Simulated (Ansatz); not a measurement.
# Nb: pressure and energy change per atom as volume scale varies

All results are calculated (Ansatz 0.2.0). Plane-wave DFT, scalar-relativistic PAW made under PBE with cores redone for the functional, no dispersion; the given relaxed cell is scaled uniformly, energy at zero smearing counts from the unscaled cell, pressure at the given Fermi-Dirac smearing is positive in compression.

The cell before it is scaled or strained (space group Pm-3m, No. 221):
```
Nb
1.0
      2.6656     0.0000     0.0000
      0.0000     2.6656     0.0000
      0.0000     0.0000     2.6656
Nb
1
Direct
  0.00000 0.00000 0.00000
```

Settings of every row: spin polarised no; functional LDA; wave cutoff 420 eV; smearing width 0.1 eV; k mesh 13x13x13.

Atom starting moment: 0 on all atoms.

Limits: the cell comes from a prototype or a list of computed structures and needn't be the stable phase.

```csv
row,volume scale,V (Å³/atom),pressure (GPa),energy change per atom (meV)
1,0.88,16.667,24.19,150.59
2,0.92,17.425,14.29,60.2
3,0.96,18.183,?,?
4,1.04,19.698,-5.87,16.16
5,1.08,20.455,-10.32,55.84
6,1.12,21.213,-13.94,114.73
```

Question: what pressure and energy change per atom should row 3 give?

Worked fit of pressure. Take u = (V_r/V)^(2/3) − 1 with V_r = 19.698 Å³ an atom, which is twice the finite (Eulerian) strain; such expansions in the strain, on which the Birch-Murnaghan equation of state is built, carry the rest volume and the bulk modulus. The shown rows have u = 0.11783, 0.08517, 0, -0.02483, -0.0482. Least squares give pressure = −5.898 + 192.084 × u + 534.8 × u² GPa; a straight line predicts inner rows, each left out in turn, worse (root mean square 1.5 against 0.071 GPa). The rows lie off it by 0.03, -0.05, 0.03, 0.02, -0.03 (root mean square 0.033 GPa). The pressure vanishes at u = 0.0285, or V = 18.89 Å³ an atom, and there the bulk modulus at fixed shape and fractions is B = −V dP/dV = (2/3)(1 + u) dP/du = 153 GPa. The withheld row has u = 0.0548, so the fit gives −5.898 + 192.084 × (0.0548) + 534.8 × (0.0548)² = 6.23 GPa.

The calculation gave 6.19 GPa. The fit lies 0.04 GPa (0.1 % of the column's range) above it; its largest miss of a shown row is 0.05 GPa.

Worked fit of energy change per atom. Take u = (V_r/V)^(2/3) − 1 with V_r = 19.698 Å³ an atom, which is twice the finite (Eulerian) strain; such expansions in the strain, on which the Birch-Murnaghan equation of state is built, carry the rest volume and the bulk modulus. The shown rows have u = 0.11783, 0.08517, 0, -0.02483, -0.0482. Least squares give energy change per atom = 16.254 − 1118.199 × u + 19170.65 × u² meV; a straight line predicts inner rows, each left out in turn, worse (root mean square 54 against 0.19 meV). The rows lie off it by -0.07, 0.12, -0.09, 0.00, 0.04 (root mean square 0.076 meV). Its lowest point lies at u = 0.0292, or V = 18.87 Å³ an atom, and the curvature there gives the bulk modulus at fixed shape and fractions, B = (4/9)(1 + u)² E″(u)/V = 153 GPa. The withheld row has u = 0.0548, so the fit gives 16.254 − 1118.199 × (0.0548) + 19170.65 × (0.0548)² = 12.55 meV.

The calculation gave 12.57 meV. The fit lies 0.02 meV (0.014 % of the column's range) below it; its largest miss of a shown row is 0.12 meV.
